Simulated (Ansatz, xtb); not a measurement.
**C5H7ClSi: which of two isomers lies lower**

Structure X: `[SiH3]C1=C(Cl)CC=C1`, a singlet. Structure Y: `[SiH3][C@@H]1C=CC(Cl)=C1`, a singlet. Both are isolated molecules in the gas phase, relaxed with B3LYP/def2-SVP.

X (Å):

```yaml
atoms:
  - { symbol: C, position_ang: [0.8217, -0.7445, 1.0236] }
  - { symbol: C, position_ang: [2.1689, -0.5703, 0.9789] }
  - { symbol: C, position_ang: [2.7790, -0.5813, 2.3526] }
  - { symbol: C, position_ang: [1.5765, -0.7915, 3.2306] }
  - { symbol: C, position_ang: [0.4722, -0.8819, 2.4562] }
  - { symbol: Cl, position_ang: [3.1322, -0.3552, -0.4467] }
  - { symbol: Si, position_ang: [-0.3568, -0.7994, -0.4391] }
  - { symbol: H, position_ang: [-0.0167, -1.9209, -1.3616] }
  - { symbol: H, position_ang: [-1.7404, -1.0052, 0.0797] }
  - { symbol: H, position_ang: [-0.3163, 0.4768, -1.2099] }
  - { symbol: H, position_ang: [3.3089, 0.3653, 2.5679] }
  - { symbol: H, position_ang: [3.5322, -1.3847, 2.4547] }
  - { symbol: H, position_ang: [1.6195, -0.8565, 4.3183] }
  - { symbol: H, position_ang: [-0.5481, -1.0348, 2.8138] }
```

Y (Å):

```xyz
14

C     1.5384   -0.0081    1.4059
C     2.3960   -1.2241    1.5603
C     1.7506   -2.1324    2.3371
C     0.4899   -1.5440    2.7706
C     0.3511   -0.2875    2.2706
Cl   -0.6428   -2.3804    3.7854
Si    0.9693    0.1318   -0.4260
H     2.1592    0.3492   -1.3010
H     0.2647   -1.1154   -0.8274
H     0.0565    1.3033   -0.5706
H     2.0555    0.9432    1.6297
H     3.3710   -1.3508    1.0877
H     2.0871   -3.1332    2.6075
H    -0.4853    0.3900    2.4370
```

**Question.** Estimate which is lower in electronic energy at CCSD(T)/def2-SVP + ΔMP2/def2-TZVPP, and by roughly how much.

**Answer.** Not settled: CCSD(T)/def2-SVP + ΔMP2/def2-TZVPP gives E(Y) − E(X) = −7.03 kJ/mol, but this leans on the basis-set step: CCSD(T) alone gives −1.41 kJ/mol.

The same difference at several levels:

| level | geometry | E(Y) − E(X) (kJ/mol) | departure from the last row (kJ/mol) | job, with rough time for the two |
| --- | --- | --- | --- | --- |
| GFN2-xTB | GFN2-xTB | −7.04 | −0.01 | optimisation, 0.88 s |
| HF/STO-3G | GFN2-xTB | +14.81 | +21.84 | single point, 3.8 s |
| r2SCAN-D4/def2-SVP | GFN2-xTB | −5.53 | +1.50 | single point, 21 s |
| B3LYP/def2-SVP | B3LYP/def2-SVP | −2.62 | +4.41 | optimisation, 3.5 min |
| HF/def2-SVP | B3LYP/def2-SVP | +1.65 | +8.68 | part of the CCSD(T) run |
| MP2/def2-SVP | B3LYP/def2-SVP | −6.95 | +0.08 | part of the CCSD(T) run |
| CCSD(T)/def2-SVP | B3LYP/def2-SVP | −1.41 | +5.62 | single point |
| CCSD(T)/def2-SVP + ΔMP2/def2-TZVPP | B3LYP/def2-SVP | −7.03 |  | single point, 4.9 min |

As drawn, both hold the same kinds of bond in the same numbers.

HF/STO-3G puts the two in the other order. HF/def2-SVP, CCSD(T)/def2-SVP find them nearly level. The largest departure from CCSD(T)/def2-SVP + ΔMP2/def2-TZVPP is that of HF/STO-3G, 21.84 kJ/mol. The last row adds to CCSD(T) the change of the MP2 difference between the two basis sets, here −5.62 kJ/mol.

With thermal terms from frequencies at re-optimised GFN2-xTB minima (ideal gas, soft modes damped towards free rotors, one conformer each, 298.15 K, 1 atm): the zero-point term adds +1.17 kJ/mol; ΔH is −6.76 and ΔG −4.54 kJ/mol.

The correlated steps freeze 15 core orbitals. Mirror images aren't counted in ΔG. Programs: Ansatz 0.2.0, xtb 6.7.1; the last row on 2 threads of AMD EPYC (Zen 3) on a shared host.

The balance tilts towards Y, the allylic silane, but only modestly. A likely reason is hyperconjugation: in Y the polarisable, high-lying C–Si σ bond sits on the saturated ring carbon and can donate into the diene π* system, whereas in X it lies close to the ring plane and overlaps poorly with the π system. This fits the known preference of silylcyclopentadienes for the 5-position. X also places silyl and chlorine on adjacent carbons, while Y separates them, so the energy difference can't be assigned to hyperconjugation alone.

Electron correlation favours Y, but MP2 overstates this relative to CCSD(T) in the same basis. The near-match of MP2/def2-SVP with the final value therefore reflects cancellation between excess correlation stabilisation and the missing basis-set contribution, not a converged description. The thermal terms weaken the preference without reversing it. None of this shows how readily X and Y interconvert, which would require hydrogen migration as well as a silyl shift.
